Student: The claim is that a 1s electron shields a 2^L-pole field by 2/(L(L+1)Z). Which field, and with which sign?

Lecturer: Use atomic units, a clamped point nucleus Z and the nonrelativistic Hamiltonian H0. A charge q at distance R on the z axis gives the potential Σ λ_L r^L P_L(cos θ) near the nucleus, with λ_L = q/R^(L+1). Take one L ≥ 1. The electron feels −λV with V = r^L P_L. Its distorted cloud adds −⟨W⟩ r^L P_L to the potential at the nucleus, where W = P_L/r^(L+1). The total coefficient is λ(1 − γ), so the Sternheimer factor is γ = ⟨W⟩/λ to first order, positive for shielding.

Student: That is an expectation value. Why does it belong with the 2n+1 theorem?

Lecturer: Give the nucleus a multipole moment μ. Then H = H0 − λV − μW, and the electronic energy contains −γλμ. The Lagrangian for this mixed term is

γ[a,b] = 2(⟨a|W|ψ0⟩ + ⟨ψ0|V|b⟩ − ⟨a|H0 − E0|b⟩).

Both a and b go as P_L, so they are orthogonal to ψ0, and the normalisation multiplier is E0. The functional is stationary for (H0 − E0)a = Vψ0 and (H0 − E0)b = Wψ0, and its error is −2⟨δa|H0 − E0|δb⟩. One exact response is enough.

Student: Show me a basis in which that happens.

Lecturer: Take ψ0 ∝ exp(−Zr) and the two functions r^L P_L ψ0 and r^(L+1) P_L ψ0. For radial factors g and h the matrix of H0 − E0 is A = ⟨g′h′ + L(L+1)gh/r²⟩/(2(2L+1)), averaged over ψ0². With v and w the matrix elements of V and W to ψ0, the stationary value is γ = 2 w·A⁻¹v, and the polarisability is α = 2 v·A⁻¹v. For hydrogen and L = 1, A = [[1/2, 1], [1, 3]], v = (1, 5/2), w = (1/3, 1/3). Then A⁻¹v = (1, 1/2), α = 4.5 and γ = 1. For L = 2, A = [[3, 9], [9, 33.75]], v = (4.5, 15.75), w = (1/5, 1/5), which gives A⁻¹v = (1/2, 1/3), α = 15 and γ = 1/3.

Student: Two functions could be lucky.

Lecturer: They span the exact a. With a = f P_L ψ0 the equation reads −½(f″ + 2f′/r − L(L+1)f/r²) + Zf′ = r^L, solved by f = r^L/(LZ²) + r^(L+1)/((L+1)Z). The angular average of P_L² is 1/(2L+1) and ⟨1/r⟩ = Z, so

γ = 2/(2L+1) · [1/(LZ) + 1/((L+1)Z)] = 2/(L(L+1)Z),

that is 1/Z for the dipole and 1/(3Z) for the quadrupole.

Student: I drop the second dipole function. Then α = 4, only 11 per cent low, but γ = 4/3, 33 per cent high. So much for stationarity.

Lecturer: The error of α is quadratic in δa and has one sign. The error of γ is bilinear in δa and δb, has either sign, and r cos θ ψ0 is a poor b. The exact b is cos θ ψ0. With that single function hydrogen has A = 2/3, v = 1/2, w = 2/3, so γ = 2vw/A = 1 exactly, while α = 0.75 is hopeless.

Student: Why should b be that simple?

Lecturer: It is −(1/Z)∂ψ0/∂z, a translation. A nuclear dipole is a shifted nucleus, and the cloud follows it. That argument holds for N electrons. In a stationary state ⟨[Σ ∂/∂z_i, H]⟩ = 0. The electron–electron forces cancel in pairs, the nuclear attraction gives Z⟨ΣW_i⟩ and the uniform field gives −Nλ. Hence γ = N/Z, correlation included: 1 for H, 2/3 for Li⁺, and 2 for H⁻, where the field at the nucleus is reversed. The force Z(1 − N/Z) times the field is the force on the net charge Z − N.

Student: For 1s² I would double the one-electron result and screen Z.

Lecturer: Doubling is the leading order in 1/Z and gives 4/(L(L+1)Z). For the dipole, 2/Z is already exact. The variational exponent Z − 5/16 would give 0.744 for Li⁺ against 0.667, because it omits that each electron also shields the other. The quadrupole has no such theorem. Li⁺ gets 2/9 ≈ 0.22 with a relative correction of order 1/Z. The screened exponent raises it by 12 per cent, which gauges the size of that correction without computing it. For H⁻ the expansion parameter is 1 and the leading term cannot be trusted.

Student: Put a charge next to hydrogen. Is the field at the proton really zero?

Lecturer: Only to first order in q. Take q = −1 at R = 20 bohr, illustrative values. The bare field |q|/R² in magnitude is 2.5×10⁻³, pointing towards the charge. The atom is attracted with energy −αq²/(2R⁴), and the force on the atom equals the net field at the proton, 2αq²/R⁵ = 2.8×10⁻⁶, or 0.1 per cent of the bare field. The bare gradient ∂²φ/∂z² = 2q/R³ is −2.5×10⁻⁴, and the factor 2/3 makes it −1.7×10⁻⁴.

Student: The uniform field squared has a P_2 part too, and it falls as R⁻⁴. You would need the second-order wave function.

Lecturer: It is the energy term in λ²μ, of third order, so first-order functions suffice. Take a = (r + r²/2)P_1 ψ0 for the field, and for W = P_2/r³ the solution b = (1/(3r) + 1/9)P_2 ψ0, singular but square integrable. Since ⟨V⟩ and ⟨W⟩ vanish in ψ0,

⟨W⟩ = λ²(⟨a|W|a⟩ + 2⟨a|V|b⟩) = λ²(19/60 + 28/60) = (47/60)λ².

The gradient gains −(47/30)q²/R⁴ = −9.8×10⁻⁶, which is 6 per cent of the shielded term. The remaining terms of the multipole expansion start at R⁻⁶, and the model's field gradient at the proton is −1.8×10⁻⁴ atomic units.